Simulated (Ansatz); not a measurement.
Piezoelectric response of LaAs in the F-43m structure (computed with Ansatz 0.2.0)

Space group F-43m (No. 216), 2 atoms in the cell of the first input below: a = 4.751 Å, b = 4.751 Å, c = 4.751 Å, α = 60.00°, β = 60.00°, γ = 60.00°.

The structure was started from a prototype and need not be a known phase, relaxed without spin–orbit coupling to zero pressure (pressure 0.0 GPa with this functional, without spin–orbit coupling). Functional: PBEsol.

Input:

```yaml
crystal:
  lattice:
    - [0.0, 3.3596021713, 3.3596021713]
    - [3.3596021713, 0.0, 3.3596021713]
    - [3.3596021713, 3.3596021713, 0.0]
  atoms:
    - { symbol: La, position: [0.0, 0.0, 0.0] }
    - { symbol: As, position: [0.25, 0.25, 0.25] }
basis:
  ecutwfc: 420
  ecutrho_ratio: 4
kpoints:
  mp_grid: { grid: [10, 10, 10] }
hamiltonian:
  xc: pbesol
scf:
  occupations: { method: fixed }
output:
  forces: true
  stress: true
  eigenvalues: true
  polarization: {}
elastic:
  mode: relaxed_ion
  stencil: two_point
```

```bash
ansatz run input.yaml --threads 4 --pin off --max-ram 9216MiB --backend cpu --events-out ev --progress --plain --runs-dir out
```

Time: 110 s on 4 threads of Arm Neoverse V1, on a shared host, peak memory 0.77 GiB.

Elastic constants with relaxed ions (GPa, engineering shears):

```tsv
	xx	yy	zz	yz	xz	xy
xx	45.6	44.6	44.6	0.0	0.0	0.0
yy	44.6	45.6	44.6	0.0	0.0	0.0
zz	44.6	44.6	45.6	0.0	0.0	0.0
yz	0.0	0.0	0.0	5.9	0.0	0.0
xz	0.0	0.0	0.0	0.0	5.9	0.0
xy	0.0	0.0	0.0	0.0	0.0	5.9
```

Proper piezoelectric stress tensor e (C/m²):

|  | xx | yy | zz | yz | xz | xy |
| --- | --- | --- | --- | --- | --- | --- |
| x | 0.000 | 0.000 | 0.000 | 0.187 | 0.000 | 0.000 |
| y | 0.000 | 0.000 | 0.000 | 0.000 | 0.187 | 0.000 |
| z | 0.000 | 0.000 | 0.000 | 0.000 | 0.000 | 0.187 |

Signs follow the polarity of the cell as typed: the inverted crystal has all signs reversed.

**Question.** Which piezoelectric strain constant d is largest in size (symmetry may tie others with it)?

**Answer.** d = e C⁻¹ gives d(x; yz) = 31.9 pC/N, tied by symmetry with others. It is large because the crystal is soft to this strain: 1/(C⁻¹) for yz is 5.9 GPa, against 46 GPa for the stiffest diagonal constant.

```json
{"": "x", "xx": "0.0", "yy": "0.0", "zz": "0.0", "yz": "31.9", "xz": "0.0", "xy": "0.0"}
{"": "y", "xx": "0.0", "yy": "0.0", "zz": "0.0", "yz": "0.0", "xz": "31.9", "xy": "0.0"}
{"": "z", "xx": "0.0", "yy": "0.0", "zz": "0.0", "yz": "0.0", "xz": "0.0", "xy": "31.9"}
```

Caveats: no phonons were computed, so distortions that enlarge the cell are untested, and the real phase may be another, perhaps a centrosymmetric one without piezoelectricity; no spin-orbit coupling, which matters for these elements; one direction is soft, so d depends strongly on the cell and, in layered crystals, on dispersion forces that the functional lacks.

The large strain response comes from weak shear resistance rather than strong polarisation: a modest stress coefficient of 0.187 C/m² is divided by a shear constant of only 5.9 GPa. Tetrahedral zinc blende normally owes its shear rigidity to directional sp³ bonds. La³⁺ bonds to As more ionically, with its empty 5d states adding some covalency, and is large enough to favour higher coordination, so bond bending probably costs little while compression remains much harder.

The near equality of 45.6 and 44.6 GPa reveals a second weakness, towards volume-conserving tetragonal strain. By symmetry this strain produces no linear polarisation and so doesn't enter d, but it leaves the lattice only narrowly within the elastic stability limits. LaAs is known in the rock-salt structure, whose inversion centre forbids piezoelectricity, so the value describes a hypothetical polymorph and not the ordinary compound. The relaxed-ion total also doesn't show how far electronic and internal-displacement contributions reinforce or cancel each other.
